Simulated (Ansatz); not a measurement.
# Zone-centre phonons of TiB₂ under biaxial basal-plane strain with PBEsol: the E2g line as a strain gauge

The zone-centre phonon frequencies of TiB₂ are calculated for nine biaxial strains in the basal plane, from 4 % compression to 4 % tension, with the $c$ axis free to relax. Strain and line shift are both counted from the unstrained crystal at the same level of theory.

The design target is an optical strain gauge for a (0001)-oriented TiB₂ coating. It should read in-plane strains of either sign up to 2 %, with a total error of at most 0.2 % strain, from a single line whose position is known to 2 cm⁻¹. One straight-line calibration should serve the whole range. The task is to find which mode moves fast enough, and up to which strain the straight line can be used.

## How the numbers were made

One crystal, TiB2 (AlB2-type) (known phase). It was then strained (biaxial, in the (0001) plane, that of a and b) with the free edges and the atoms relaxed; the point group 6/mmm is kept in all rows, so each mode has the same symmetry at rest and under strain. The structures stem from measured cells of the Crystallography Open Database, directly or through a relaxation at another level; the unstrained cell and its atoms were relaxed at zero pressure at the level of the rows, the strained cells only along the free edge, inside the symmetry of the start, with no thermal or zero-point expansion. Program: Ansatz 0.2.0, plane waves, PBEsol, the program's earlier default PAW potentials, scalar-relativistic without spin-orbit coupling, no spin polarisation. Wave-function cutoff 420 eV (the default for the potentials of each cell); on the k meshes (Γ-centred) the least product of divisions and cell-vector length runs from 43 to 48 Å. Occupations: methfessel-paxton smearing of 0.2 eV. Harmonic modes at natural masses come from linear response (density functional perturbation theory), with the acoustic sum rule imposed.

Notes on method and selection:

- Harmonic values at the static lattice; measured values carry thermal expansion and anharmonic shifts at their temperature.
- Modes are followed from row to row by the overlap of their patterns; levels that are degenerate at rest are joined across zero strain by their slopes.
- In cells without a Kohn-Sham gap the frequencies depend on k mesh and smearing; errors of a few per cent are possible.
- Runs that did not converge, have known faults or may not be shown are not listed, and runs on Ansatz's PAW sets soft_1 and soft_2 are kept to separate tables.

Columns:

- biaxial strain (%): biaxial strain in the (0001) plane, that of a and b, tension positive.
- stress (GPa): stress along the strain, tension positive.
- free-edge strain (%): strain of the free edge.
- to E1u (cm⁻¹): zone-centre mode E1u (doubly degenerate), no LO-TO term.
- to A2u (cm⁻¹): zone-centre mode A2u, no LO-TO term.
- B1g (cm⁻¹): zone-centre mode B1g, no LO-TO term.
- E2g (cm⁻¹): zone-centre mode E2g, no LO-TO term.

Input lines of one member:

```
kpoints:
  mp_grid: { grid: [15, 15, 16] }
hamiltonian:
  xc: pbesol
  pseudopotentials: { kind: paw, azcp: { folder: soft_1 }, xc_functional: pbe }
scf:
  occupations: { method: methfessel_paxton, width: 0.2 }
output:
  eigenvalues: true
phonons:
  method: dfpt
```

Command (options for logging and memory left out): `ansatz run input.yaml --threads 4 --backend cpu`

## The series

| member | biaxial strain (%) | stress (GPa) | free-edge strain (%) | to E1u (cm⁻¹) | to A2u (cm⁻¹) | B1g (cm⁻¹) | E2g (cm⁻¹) |
| --- | --- | --- | --- | --- | --- | --- | --- |
| −4.0 % | −4 | −32.54 | 1.94 | 550.5 | 556.1 | 576.8 | 1065.2 |
| −3.0 % | −3 | −23.46 | 1.44 | 545.8 | 550.2 | 574.2 | 1022.5 |
| −2.0 % | −2 | −15.06 | 0.95 | 541.0 | 543.8 | 570.6 | 981.1 |
| −1.0 % | −1 | −7.25 | 0.47 | 535.2 | 536.9 | 566.2 | 940.9 |
| +0.0 % | 0 | 0.01 | 0.00 | 528.0 | 529.5 | 561.6 | 900.8 |
| +1.0 % | 1 | 6.74 | −0.45 | 520.0 | 521.6 | 557.5 | 860.8 |
| +2.0 % | 2 | 12.98 | −0.89 | 511.3 | 513.5 | 553.9 | 821.3 |
| +3.0 % | 3 | 18.76 | −1.31 | 502.1 | 504.9 | 550.2 | 781.9 |
| +4.0 % | 4 | 24.08 | −1.73 | 492.7 | 496.0 | 546.0 | 742.6 |

Least-squares fits to the whole series, with x = biaxial strain (%); R² and errors in the fitted variable (y, or ln y where the fit is in ln y):

| y | members | fit | R² | rms residual | leave-one-out rms | the same for the mean of the others |
| --- | --- | --- | --- | --- | --- | --- |
| E2g (cm⁻¹) | 9 | y = 901.9 − 40.20 x | 1.00 | 1.2 | 1.8 | 117 |
| B1g (cm⁻¹) | 9 | y = 561.9 − 3.955 x | 1.00 | 0.48 | 0.67 | 12 |

## Mechanism

All four modes soften steadily from compression to tension, and none splits. Equal strain along $a$ and $b$ keeps the hexagonal point group, so the E1u and E2g pairs stay degenerate. The small gap between E1u and A2u separates two different modes.

The rates differ widely. Between −1 % and +1 % strain, E2g moves by (860.8 − 940.9) / 2 = −40.05 cm⁻¹ per % strain. The same difference gives (520.0 − 535.2) / 2 = −7.60 for E1u, (521.6 − 536.9) / 2 = −7.65 for A2u and (557.5 − 566.2) / 2 = −4.35 for B1g. Relative to the unstrained frequencies, E2g falls by about 4.4 % per % strain, E1u and A2u by 1.4 % and B1g by 0.8 %.

The bond lengths offer a plausible explanation. In E2g the two boron atoms of the honeycomb sheet move against each other in the plane while titanium rests, so the mode tests the B–B bond, whose length $a/\sqrt{3}$ follows the strain one to one. Since $\omega^2$ is proportional to the force constant, that constant drops by about 9 % for each 1 % of stretch, as expected of an anharmonic covalent bond.

In E1u and A2u titanium moves against boron. The Ti–B distance obeys $d^2 = a^2/3 + c^2/4$, and $c$ shrinks by 0.45 % at 1 % tension. With $c$ roughly equal to $a$, $d$ grows by only about 0.4 %, which fits the weaker softening. B1g buckles the boron sheet; in-plane tension opposes buckling, which may be why this mode softens least.

The E2g shift is more nearly linear in strain than in stress. Counted from rest, it amounts to 164.4 / 32.55 = 5.05 cm⁻¹ per GPa at −4 %, but 158.2 / 24.07 = 6.57 cm⁻¹ per GPa at +4 %.

## Outliers

Largest departures from the fit to the whole series:

| member | E2g (cm⁻¹) | fit | computed − fit | in rms residuals |
| --- | --- | --- | --- | --- |
| −4.0 % | 1065.2 | 1062.7 | +2.5 | 2.0 |
| +4.0 % | 742.6 | 741.1 | +1.5 | 1.2 |
| −1.0 % | 940.9 | 942.1 | −1.2 | 1.0 |
| −2.0 % | 981.1 | 982.3 | −1.2 | 1.0 |

The largest departure from the E2g line is +2.5 cm⁻¹ at −4 %, followed by +1.5 cm⁻¹ at +4 %, while −1 % and −2 % lie 1.2 cm⁻¹ below it. This is the pattern of a slight curvature: the step per % strain shrinks from 1065.2 − 1022.5 = 42.7 cm⁻¹ at the compressed end to 781.9 − 742.6 = 39.3 cm⁻¹ at the stretched end. The end members can therefore be trusted as much as the rest.

E1u and A2u are only 1.5 cm⁻¹ apart at rest and 1.6 cm⁻¹ apart at +1 %, where their labels are carried over from the other strains. An exchange of the two would leave E2g untouched.

All rows use the PAW set soft_1 named in the input lines, so no departure from the line stems from a change of potentials.

## Meeting the brief

The strain is read from the line position $\omega$ as

$$\varepsilon_\mathrm{read} = (\omega_0 - \omega)/s,$$

with $\omega_0$ = 900.8 cm⁻¹ and $s$ = 40.05 cm⁻¹ per % strain for E2g. The error budget, in % strain, is

$$E = \delta\omega/s + |\varepsilon_\mathrm{read} - \varepsilon| + f\,|\varepsilon|,$$

with $\delta\omega$ = 2 cm⁻¹ and $f$ = 0.03. The last term carries the error of the level: frequencies of a metal may be off by a few per cent through k mesh and smearing, and 3 % is assumed here for the slope.

The line position alone costs 2 / 40.05 = 0.05 % strain. The middle term, the departure from the straight line, follows from the tabled frequencies: (1022.5 − 900.8) / 40.05 − 3 = 0.039 at −3 %, 2 − (900.8 − 821.3) / 40.05 = 0.015 at +2 % and 3 − (900.8 − 781.9) / 40.05 = 0.031 at +3 %. With the three terms in the order of the formula, the rows give:

- −4 %: 0.050 + 0.105 + 0.12 = 0.275, rejected
- −3 %: 0.050 + 0.039 + 0.09 = 0.179, accepted
- −2 %: 0.050 + 0.005 + 0.06 = 0.115, accepted
- ±1 %: 0.050 + 0.001 + 0.03 = 0.081, accepted
- +2 %: 0.050 + 0.015 + 0.06 = 0.125, accepted
- +3 %: 0.050 + 0.031 + 0.09 = 0.171, accepted
- +4 %: 0.050 + 0.050 + 0.12 = 0.220, rejected

The pick is E2g, which meets the target at ±2 % and, if the zero of the gauge is known exactly, still does so at ±3 %. It is also the only Raman-active mode of this structure.

The runners-up are A2u and E1u, level with each other. For A2u the line position alone costs 2 / 7.65 = 0.26 % strain, already over the limit. Both are infrared modes, which are hard to observe in a metal.

The computed $\omega_0$ should not serve as the zero of the gauge. An error of 3 % in it is 27 cm⁻¹, or 27 / 40.05 = 0.67 % strain, so the zero has to be measured on unstrained material of the same composition. If that zero is also known only to 2 cm⁻¹, another 0.05 % strain is added: +2 % still passes, with 0.125 + 0.050 = 0.175, but ±3 % no longer does. With an exact zero, the pick would fail at +2 % if the slope were wrong by more than (0.2 − 0.050 − 0.015) / 2 = 0.068 % per % strain, or about 7 %.

## Conclusions

From −3 % to +3 % strain, a single slope of about −40 cm⁻¹ per % converts the E2g shift into biaxial strain within the chosen tolerance, provided the zero is known exactly; with a zero known only to 2 cm⁻¹, the target range of ±2 % is still covered. It applies to equal strain along $a$ and $b$ with a free $c$ axis; unequal in-plane strain would lower the symmetry and split the line.

No omitted effect is expected to rival the E2g spread of 322.6 cm⁻¹, but two can exceed the tolerance of 0.2 % strain, which is 8 cm⁻¹. Heating lowers the line through thermal expansion and anharmonicity and imitates tension, so the zero should be taken at the temperature of use. Boron enriched in the light isotope raises the line by up to roughly 4 %, since only boron moves in E2g and the frequency goes as the inverse square root of its mass; this imitates compression.

[Logs are printed without paths, hosts, clocks, repeated set-up lines and the standing remarks that a program may print on its own settings, such as how far it seeks lower states.]
